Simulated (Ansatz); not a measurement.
BF3 (boron trifluoride): the energy, rung by rung

BF3: 4 atoms, total charge 0, spin state singlet. As SMILES, `FB(F)F`. The shape is that of a GFN2-xTB optimisation.

```tsv
atom	x (Å)	y (Å)	z (Å)
B	0.0001	0.0000	-0.0002
F	1.3003	-0.0277	0.0135
F	-0.6262	1.1398	-0.0173
F	-0.6742	-1.1121	0.0040
```

Quantity: the energy change with the B1–F4 bond stretched from 1.301 to 2.601 Å, in eV. The values are calculated.

```tsv
level	kind	program	value (eV)	less FCI/STO-3G	CPU time (all runs)
SVWN5/STO-3G (restricted)	LDA	Ansatz	7.50	+1.83	1.4 s
revPBE/STO-3G (restricted)	GGA	Ansatz	6.63	+0.96	2.1 s
r2SCAN/STO-3G (restricted)	meta-GGA	Ansatz	7.25	+1.58	5.3 s
r2SCAN0/STO-3G (restricted)	hybrid meta-GGA	Ansatz	8.05	+2.38	5.3 s
CAM-B3LYP/STO-3G (restricted)	range-separated hybrid	Ansatz	8.05	+2.38	2.6 s
B2PLYP/STO-3G (restricted)	double hybrid	Ansatz	7.41	+1.74	3.3 s
RPA@PBE/STO-3G (restricted)	RPA	Ansatz	5.53	-0.14	3.2 s
BCCD(T)/STO-3G (restricted)	coupled cluster or CI	Ansatz	5.62	-0.05	0.54 s
CCSDT/STO-3G (restricted)	coupled cluster or CI	Ansatz	5.70	+0.03	1.2 s
FCI/STO-3G	exact in the basis	Ansatz	5.67	0.00	37 s
```

FCI/STO-3G is exact within its basis and frozen core, so for wave-function methods in that basis the difference is their error; functionals converge differently with the basis, so for them it is only a difference. The first shape isn't each level's own minimum. The values span 5.53 to 8.05 eV. All rows use very small basis sets, so none should be taken for the real molecule's value. Times are those of the runs behind each value, whatever else they computed, on shared processors of several kinds: orders of magnitude only.

Stretching one B–F bond separates the methods by how they treat the loosening electron pair. The coupled-cluster values, 5.62 and 5.70 eV, bracket the FCI result of 5.67 eV, so connected triples on top of the pair correlation recover nearly all that matters at this distance. The density functionals, from LDA to the double hybrid, all give a larger rise.

As the σ bond lengthens, its bonding and antibonding orbitals draw closer in energy, and a closed-shell determinant keeps too much ionic character where the electrons should begin to localise on separate fragments. Exact exchange lacks the correlation that offsets this, which probably explains the increase from 7.25 eV with r2SCAN to 8.05 eV with r2SCAN0. RPA comes close to FCI at 5.53 eV, which suggests that its nonlocal correlation captures much of the near-degeneracy, though cancellation of errors may contribute. The good coupled-cluster agreement at this one stretched geometry does not guarantee the same accuracy nearer full dissociation, where the single reference deteriorates further.
